**Q:** I want to know how cubic NaZnCl₃ responds when it is stretched equally along all three axes, and I have results from three functionals. In two of them the energy goes down when I stretch the crystal by half a percent. Is the crystal unstable in HSE06 and PBE?

NaZnCl3 as a cubic perovskite (Pm-3m, a = 4.858 Å, 22.93 Å³ per atom), relaxed with r2SCAN and strained hydrostatically, strain given per length. Ansatz 0.2.0, plane-wave PAW DFT without spin polarisation, k mesh 4×4×4 for HSE06 and 6×6×6 for PBE and r2SCAN. Changes and energy rises are relative to the unstrained cell with the same functional; all gaps are indirect.

| functional | strain (%) | band gap (eV) | band gap change (eV) | energy rise per atom (meV) |
| --- | --- | --- | --- | --- |
| HSE06 | 0.5 | 3.132 | -0.052 | -0.8 |
| HSE06 | 4 | 2.756 | -0.428 | 26.4 |
| PBE | 0.5 | 1.638 | -0.048 | -2.2 |
| PBE | 4 | 1.296 | -0.390 | 14.5 |
| r2SCAN | 0.5 | 2.291 | -0.048 | 0.6 |
| r2SCAN | 4 | 1.939 | -0.400 | 37.5 |

**A:** The negative sign has a simpler origin. The cell that you stretch was relaxed with r2SCAN, so zero strain is the energy minimum of r2SCAN and of no other functional in the table. HSE06 and PBE both prefer a larger cell. For them the starting crystal is already squeezed, and the first bit of stretching lets it relax.

Think of a spring that you measure from a mark on the bench instead of from its rest length. If the mark lies on the compressed side, a small pull lowers the energy, although the spring is sound. Whether the cubic crystal would rather tilt its octahedra is a separate question, which a cell held cubic cannot answer.

**Q:** At 4 % all the energies are positive. Is the trouble over by then?

**A:** Only the sign has recovered. At 4 % the energy rise is 14.5 meV an atom with PBE and 37.5 meV with r2SCAN. If you took these as elastic energies, you would conclude that PBE makes the crystal less than half as stiff. That conclusion is wrong, and it is more dangerous than the negative value because nothing about 14.5 meV looks odd.

**Q:** How could I have found that out from the table? Perhaps PBE really does make the crystal soft.

**A:** Look at how the disagreement grows. A true difference in stiffness grows with the square of the strain, so from 0.5 to 4 % it should become 64 times larger. A leftover pressure does work in proportion to the added volume, which grows only about eightfold.

The r2SCAN rise exceeds the PBE rise by 2.8 meV at the small strain and by 23.0 meV at the large one, a factor of about 8. The difference between the r2SCAN and HSE06 rises also grows about eightfold. So the functionals differ by a term that is almost linear in the strain, and that is the mark of a wrong starting cell. The negative values at 0.5 % say the same, since a merely softer crystal would still resist the first stretch.

**Q:** Can you turn this into a correction?

**A:** Let $V_0$ be the starting volume per atom and $P_0$ the pressure that a given functional finds there. Imagine that an outside pressure $P_0$ holds the crystal in that cell. The starting cell is then in balance for every functional, and the work needed to stretch it is

$$\Delta H = \Delta E + P_0\,\Delta V ,$$

where $\Delta E$ is the energy rise in the table and $\Delta V$ the added volume. This $\Delta H$ starts flat and curves upward, as an elastic energy should. My assumption is that the curve is the same for all three functionals, so that they differ only in $P_0$.

**Q:** Please work one case through.

**A:** Take PBE at 4 %. The same calculations give a starting pressure of 1.355 GPa for PBE and only 0.03 GPa for r2SCAN. The strain is per length, so the volume grows by the cube:

$$\Delta V = 22.93\ \text{Å}^3 \times (1.04^3-1) = 2.86\ \text{Å}^3 .$$

With 1 eV/Å³ = 160.2 GPa, the work done against the outside pressure in the PBE case is

$$P_0\,\Delta V = \frac{1.355 \times 2.86}{160.2}\ \text{eV} = 24.2\ \text{meV an atom}.$$

For r2SCAN the same term is 0.5 meV, so its corrected rise is 37.5 + 0.5 = 38.0 meV. Subtracting the PBE term predicts a PBE rise of 38.0 − 24.2 = 13.8 meV, and the table has 14.5 meV. The PBE energies played no part in this prediction; only the PBE starting pressure did.

**Q:** Does it work for HSE06 too? I saw a warning that its stress is loosely converged.

**A:** It does: the prediction at 4 % is 25.9 meV, against 26.4 meV in the table. The warning matters here because the correction rests on the pressure. You can test the pressure against the energy, since the energy change is minus the pressure integrated over the volume. Over the first half percent this gives −0.79 meV for HSE06, and the table has −0.8 meV, so the stress is good enough for this purpose.

**Q:** Why should three different functionals share one curve? They disagree about so much else.

**A:** In a salt like this, the stiffness is set mainly by the balance of two large effects. The ions attract each other through their charges, and their closed shells repel steeply when they overlap. At the same distances the three functionals describe both in nearly the same way. The pressures fit this picture, though they don't prove it: over the first half percent they give a bulk modulus of 41 to 42 GPa with each functional.

What differs is a small extra push or pull between the ions. It changes slowly with distance, so over a few percent of strain it acts like a constant added pressure. Such a pressure shifts the minimum but hardly changes the curvature at a given volume. In its own larger cell PBE would still be somewhat softer, because this crystal loses stiffness as it expands. A modest push moves the minimum noticeably because the crystal is fairly soft.

**Q:** And where does the picture begin to fail?

**A:** Where the added pressure stops being constant. At the start PBE lies 1.355 − 0.030 = 1.325 GPa above r2SCAN. At 4 % both pressures are negative, −2.534 and −3.785 GPa, and the difference has shrunk to 1.251 GPa. The correction uses the starting value all the way and so subtracts slightly too much work for PBE. That is why the prediction falls a little short of the PBE value, and with larger strains the shortfall should grow.

**Q:** Why does PBE want a larger cell in the first place?

**A:** PBE tends to give somewhat too large cells for many solids, and two causes are plausible. Its gradient correction favours strongly uneven densities, which means ions that stand further apart. It also lacks most of the weak attraction between closed shells at middle distances, part of which r2SCAN captures. Both would act between neighbouring chloride ions, but which of them matters more in this crystal is a guess.

**Q:** How far is the PBE minimum from my starting cell?

**A:** Near the start, with $\varepsilon$ the strain per length and $B$ the bulk modulus, the energy rise per atom is roughly

$$\Delta E \approx -3P_0V_0\,\varepsilon + \tfrac{9}{2}BV_0\,\varepsilon^2 .$$

The minimum lies at $\varepsilon = P_0/(3B)$, which is about 1.1 % for PBE and half of that for HSE06. The energy returns to its starting value at twice this strain. A PBE calculation would therefore show negative rises up to roughly 2 %.

The formula also tells you what to expect elsewhere. A functional that prefers a smaller cell than the one supplied starts with a negative pressure. Its energy then rises too fast on stretching and falls at first on compression.

**Q:** I care more about the band gap than about the energy. Is the gap change spoilt in the same way?

**A:** Hardly, and the reason lies in the shape of the two curves. The energy has a minimum, so its slope depends strongly on where you start. The gap has no minimum near this cell and falls almost along a straight line. With HSE06 it drops by about 0.10 eV for each percent of strain over the short step, and by 0.11 eV over the long one. On a straight line the starting point does not affect the slope.

**Q:** But the gaps themselves are far apart. At 0.5 % I read 1.64 eV with PBE and 3.13 eV with HSE06. Is that the wrong cell again?

**A:** No, both values belong to the same cell. If you started the PBE series from its own larger cell, each gap would come out about 0.1 eV smaller, and the disagreement with HSE06 would grow. This is a second failure, and it lies in the functional itself.

The top of the filled bands in a chloride consists mostly of chlorine 3p states. In PBE an electron in such a state is partly repelled by its own charge, which pushes the filled levels up. In addition, the PBE potential does not jump when an electron is added to the empty band, although the true gap contains such a jump. Both errors make the gap too small. HSE06 mixes in some exact exchange at short range, which removes part of the self-repulsion and opens the gap. r2SCAN lies in between, 0.84 eV below HSE06 at this strain. HSE06 is the higher level here, but it isn't a measurement, and in ionic chlorides it often leaves the gap too small as well.

**Q:** If the PBE gap is so poor, why does its change under strain come out nearly right?

**A:** Because the error belongs mostly to the character of the states, and a few percent of strain barely alters that. The gap change probably comes mostly from something else, namely the distances between the atoms, which set both their overlap and the electric field of the ions. The lowest empty state is probably an antibonding mixture of zinc 4s and chlorine 3s. Stretching the bonds weakens the antibonding and brings this state closer to the filled ones. The field of the ions, which holds the filled chlorine levels below the empty zinc ones, also weakens as the ions move apart. Neither the assignment nor the share of the two effects is tested here, but all three functionals should describe both in much the same way.

The cancellation is good but not complete. At 4 % the PBE gap change is 9 % smaller than that of HSE06, and the r2SCAN change is 7 % smaller.

**Q:** Then could I run the strain series with PBE and correct the gaps with a single HSE06 calculation?

**A:** For this crystal and this kind of strain, yes, if you add a constant and don't multiply by a factor. At 0.5 % HSE06 lies 3.132 − 1.638 = 1.494 eV above PBE. Adding this to the PBE gap at 4 % gives 1.296 + 1.494 = 2.790 eV, and HSE06 itself gives 2.756 eV. Scaling by the ratio of the two gaps at 0.5 % would give only about 2.48 eV.

The r2SCAN gaps behave likewise: a constant shift comes closer to HSE06 than a factor does. The difference from HSE06 is roughly a fixed amount of energy, so its share of the gap grows as the gap closes, and a fixed percentage can't follow it.

**Q:** And for the energies?

**A:** There a constant won't help, because the error grows with the volume. Either relax the cell with the functional that you then use for the strain, or add $P_0\,\Delta V$ as we did. The first way gives the stiffness at the functional's own minimum, the second compares all functionals at the same cell. Before you compare energy rises under hydrostatic strain, look at the pressure of the unstrained cell. If it is clearly different from zero, the energy rise contains released pressure as well as stiffness.
